**Hydrogen transfer in SiH₃–H–Br: which levels leave the coupled-cluster curve**

Along this transfer the single-reference coupled-cluster levels hold together, while NEVPT2 and the two hybrid functionals fail. RCCSD(T) stays within 0.1 kJ/mol of UCCSDT in every row, which is the rounding of a difference. In the last row B3LYP lies about 5, both NEVPT2 curves about 9 and r2SCANh about 15 kJ/mol below UCCSDT. All four make it too cheap to move the hydrogen towards bromine, and theory suggests a different reason for the functionals than for NEVPT2.

Hydrogen transfer from Si to Br in SiH₃–H–Br (neutral doublet), computed with Ansatz 0.2.0 in the cc-pVDZ basis without relativity, with rigid fragments from PBE0/def2-TZVP. NEVPT2 is strongly contracted, with 3 electrons in 3 orbitals (pair space) or 15 in 12 (valence space). NEVPT2 and coupled cluster leave the atomic cores, including Br 3d, uncorrelated.

| scan distance (Å) | NEVPT2 pair space, energy from the start of the scan (kJ/mol) | NEVPT2 valence space, energy from the start of the scan (kJ/mol) | R2SCANH, energy from the start of the scan (kJ/mol) | RCCSD(T), energy from the start of the scan (kJ/mol) | UCCSDT, energy from the start of the scan (kJ/mol) | B3LYP, energy from the start of the scan (kJ/mol) |
| --- | --- | --- | --- | --- | --- | --- |
| 1.485 | 0.000 | 0.000 | 0.000 | 0.000 | 0.000 | 0.000 |
| 1.545 | -1.700 | -1.700 | -4.400 | -0.100 | -0.200 | -3.200 |
| 1.665 | 1.100 | 1.800 | -4.700 | 6.800 | 6.700 | -0.800 |
| 1.786 | 4.700 | 5.500 | -2.200 | 13.400 | 13.300 | 5.000 |
| 1.906 | 6.700 | 6.300 | 0.400 | 15.800 | 15.700 | 11.100 |

The scan distance r is the Si–H distance of the moving atom, and each curve is counted from its own first row. That zero is a compressed contact with H···Br already at 1.95 Å, not separated SiH₄ and Br. The fragments are rigid and every curve still rises at 1.906 Å, so the last row is neither a barrier nor a reaction energy. An error below always means a level minus UCCSDT in the same row and basis.

**Why UCCSDT can serve as the yardstick**

A stretched bond breaks a single-reference method when a second configuration gains large weight, and the perturbative triples of CCSD(T) then typically overshoot. Here the Si–H bond is handed over and never left broken, because the H–Br bond forms as it weakens. At the first row the same runs give a T1 diagnostic of 0.012, little spin contamination in the unrestricted determinant, and a quadruples correction of only −0.7 kJ/mol. The valence-space CASSCF occupations there show one singly filled orbital and intact degenerate pairs, which in this near-linear geometry means a σ radical. These diagnostics belong to the first row, and that the other levels and the later rows share this state is assumed.

For the later rows the evidence is the agreement of two curves that differ both in reference and in the treatment of triples. The unrestricted determinant starts 11.9 kJ/mol below the restricted one. A constant gap would cancel in curves counted from their own first row, and how this one changes along the scan is not shown, so the agreement is only a limited test of the reference. Both still grow from one determinant, so the agreement supports the yardstick without proving it exact. Their small dips at 1.545 Å are near the rounding and get no cause.

**How the failure shows**

The first sign is a well early in the scan that coupled cluster hardly has. Its lowest row is 1.7 kJ/mol deep in NEVPT2, 3.2 in B3LYP and 4.7 in r2SCANh, where it also sits farthest out. Part of it may come from the Si–H length that each level prefers, since all share one PBE0 geometry, so the well alone does not prove a stronger pull by bromine. For r2SCANh the error cancels 97 % of the UCCSDT rise at the last row.

The second sign is the slope, and it exposes B3LYP. UCCSDT flattens on the last step, from 55 to 20 kJ/mol/Å, whereas B3LYP steepens slightly to 51. Its error peaks at 1.786 Å and then shrinks only because a curve that began too low now climbs too fast. A check on the last row alone would rank B3LYP best of the four, although its shape there is wrong.

**The functionals: a shared electron costs too little**

As the hydrogen moves, the unpaired electron passes from bromine to silicon, and midway it is spread over both. Take a fraction q on one centre and 1 − q on the other. Leaving out the repulsion between the two parts, the Coulomb energy of the electron with itself scales as q² + (1 − q)² = 1 − 2q(1 − q), so it drops when the electron is shared. Exact exchange cancels this term at every q, but semilocal exchange, which does so fairly well for a localised electron, changes less on sharing and leaves a spurious gain roughly proportional to q(1 − q). This is delocalisation error, and it predicts a negative error that is largest near half transfer and weaker the more exact exchange the hybrid holds.

A simple model identifies q with a transferred fraction p from Pauling bond orders n = exp[−(r − r₀)/b], namely p = n(HBr)/[n(SiH) + n(HBr)]. It takes Si···Br fixed at its first-row value, r₀(SiH) as the first scan distance, and rough recalled values r₀(HBr) ≈ 1.4 Å and b ≈ 0.26 Å. The error is then −C·Δ[4p(1 − p)] + D·Δp, both changes counted from the first row. C measures the sharing term, and D allows a level to treat the Si–H and H–Br ends unequally. For B3LYP at 1.786 Å, with the sharing term alone and this row included in the fit:

- r(HBr) = 3.43 − 1.786 = 1.644 Å
- stretches: Si–H 1.786 − 1.485 = 0.301 Å, H–Br 1.644 − 1.4 = 0.244 Å
- p = 1/[1 + exp(−0.057/0.26)] = 0.55, so 4p(1 − p) = 0.99, against 0.39 at the start
- error = −14.4 × 0.60 = −8.6 kJ/mol, against 5.0 − 13.3 = −8.3 kJ/mol in the table

The B3LYP error thus has the shape that theory argues, but the fit is no evidence of the cause. Fitted to the four later rows of each level with b = 0.26 Å, the two-term model works best for NEVPT2 pair space (rms 0.05 kJ/mol), which has no exchange functional and still takes a positive C. With this b a plain quadratic in the displacement does better than the model for both functionals. With b = 0.35 Å the model does better than the quadratic for both, and NEVPT2 pair space fits no better than they do, but NEVPT2 valence space then fits best of all (rms 0.02 kJ/mol). The ranking of the fits thus shifts with a rough recalled length, yet at every b tried the best fit belongs to a level without an exchange functional. r2SCANh needs a large D term at every b tried. C and D shift strongly with b and carry no physical meaning. Residuals and slopes stand in the output that follows.

The share of exact exchange gives the right order but not the size. With 10 % in r2SCANh and 20 % in B3LYP the errors would stand as 0.9 to 0.8, yet their ratio grows from 1.4 to 3.3 along the scan. Before blaming the functionals for all of it, one has to allow for the yardstick: in cc-pVDZ the correlation energy of UCCSDT is far from converged and open to superposition error, and the functionals carry no dispersion term. Delocalisation error remains a plausible main cause, untested here.

**NEVPT2: a small change in a large remainder**

Extending the active space to the valence shell does not cure the error, and a second p shell on bromine was not tried. Going from three electrons in three orbitals to the whole valence shell moves the curve by at most 0.8 kJ/mol, a tenth of the error in that row. At the first row static correlation is weak, with pair-space occupations of 1.98, 1.00 and 0.02. CASSCF has little to repair there, and most of the correlation falls to the second-order step.

Second order leaves out the coupling between electron pairs that coupled cluster sums to high order. At the first row NEVPT2 recovers 82 % (pair) and 79 % (valence) of the UCCSDT correlation energy, counted from the restricted determinant. That is no real gain over UMP2, which recovers 82 % counted from the unrestricted one. A relative curve is right only if the unrecovered part stays constant, and a multireference starting point does nothing to ensure that.

For the pair space the remainder starts at 129.6 kJ/mol and ends at 120.6, so the whole error in the last row is a shrinkage of this remainder by 9.0/129.6, or 7 %. That much is arithmetic. Why it shrinks is a guess: as the hydrogen becomes shared, more of the correlation may move into the active orbitals, where it is treated fully. A change of active orbitals or of CASSCF solution along the scan would also bend these curves. The two spaces agree with each other while both leave the yardstick, so their agreement is no sign of accuracy.

**Use in process models**

Silane is a precursor for silicon deposition and bromine plasmas etch silicon gates, so hydrogen transfers of this kind may enter rate models of such processes. As a scale only, an error of 15.5 kJ/mol is a factor of about 500 in a Boltzmann weight at 300 K. No rate follows from these curves, since relaxation, zero-point motion, scalar relativity and the spin-orbit coupling of bromine are left out at every level.

Output of the analysis:

```
Rounding: 0.05 kJ/mol per entry, up to 0.1 in a difference, about 1 kJ/mol/A in a slope (2 in the first)
Error against UCCSDT (kJ/mol) at r(SiH)/A =   1.545   1.665   1.786   1.906 | last row as % of UCCSDT rise
  RCCSD(T)            0.1     0.1     0.1     0.1 | 1 %
  NEVPT2 pair        -1.5    -5.6    -8.6    -9.0 | -57 %
  NEVPT2 valence     -1.5    -4.9    -7.8    -9.4 | -60 %
  B3LYP              -3.0    -7.5    -8.3    -4.6 | -29 %
  r2SCANh            -4.2   -11.4   -15.5   -15.3 | -97 %
Valence minus pair (kJ/mol):     0.0     0.7     0.8    -0.4
Error ratio r2SCANh/B3LYP:    1.40    1.52    1.87    3.33 | semilocal exchange shares 0.9/0.8 = 1.12
Slope between rows (kJ/mol/A) | last slope over that of UCCSDT
  UCCSDT               -3      57      55      20 | 1.00
  RCCSD(T)             -2      57      55      20 | 1.00
  NEVPT2 pair         -28      23      30      17 | 0.83
  NEVPT2 valence      -28      29      31       7 | 0.33
  B3LYP               -53      20      48      51 | 2.54
  r2SCANh             -73      -2      21      22 | 1.08
Early well, parabola through the lowest row and its neighbours:
  NEVPT2 pair     lowest row -1.7 kJ/mol at 1.545 A; vertex -1.8 kJ/mol at 1.56 A
  NEVPT2 valence  lowest row -1.7 kJ/mol at 1.545 A; vertex -1.8 kJ/mol at 1.56 A
  B3LYP           lowest row -3.2 kJ/mol at 1.545 A; vertex -3.7 kJ/mol at 1.58 A
  r2SCANh         lowest row -4.7 kJ/mol at 1.665 A; vertex -4.9 kJ/mol at 1.62 A
Assumed Si-Br 3.43 A; r(HBr)/A:    1.95    1.89    1.77    1.64    1.52
Transferred fraction p:    0.11    0.16    0.33    0.55    0.76 | sharing 4p(1-p):    0.39    0.55    0.88    0.99    0.73
Fit at b = 0.26 A (kJ/mol): C, D | residuals | rms of model, sharing term alone, quadratic in displacement
  NEVPT2 pair         6.7   -10.3 |     0.1    -0.0    -0.0     0.0 |    0.05    2.17    0.46
  NEVPT2 valence      4.3   -12.1 |    -0.2    -0.1     0.2    -0.1 |    0.14    2.54    0.21
  B3LYP              15.5     1.4 |    -0.6    -0.1     0.4    -0.2 |    0.39    0.48    0.28
  r2SCANh            16.0   -14.7 |    -0.9    -0.3     0.6    -0.3 |    0.58    3.15    0.31
B3LYP, sharing term alone: C = 14.4 kJ/mol
b = 0.20 A, C/D/rms: NEVPT2 pair 5.8/-8.9/0.23; NEVPT2 valence 3.9/-10.3/0.35; B3LYP 12.2/0.3/0.74; r2SCANh 13.2/-13.2/1.08
b = 0.35 A, C/D/rms: NEVPT2 pair 8.7/-12.9/0.22; NEVPT2 valence 5.3/-15.2/0.02; B3LYP 22.3/2.6/0.12; r2SCANh 21.8/-17.9/0.21
First row: UHF below ROHF by 11.9 kJ/mol; (Q) adds -0.7 kJ/mol
First row: unpaired electrons sum n(2-n), pair space 1.073; UMP2 share of UCCSDT correlation 81.7 %
NEVPT2 pair: CASSCF gain 0.36 eV, second order 5.70 eV, share of correlation from ROHF 81.9 %
  above UCCSDT by 1.34 eV; gap along scan (kJ/mol):   129.6   128.1   124.0   121.0   120.6 | change -6.9 %
NEVPT2 valence: CASSCF gain 1.57 eV, second order 4.25 eV, share of correlation from ROHF 78.6 %
  above UCCSDT by 1.59 eV; gap along scan (kJ/mol):   153.1   151.6   148.2   145.3   143.7 | change -6.1 %
Scale only: RT at 300 K = 2.49 kJ/mol; exp(largest error/RT): NEVPT2 pair 37, NEVPT2 valence 43, B3LYP 28, r2SCANh 500
```
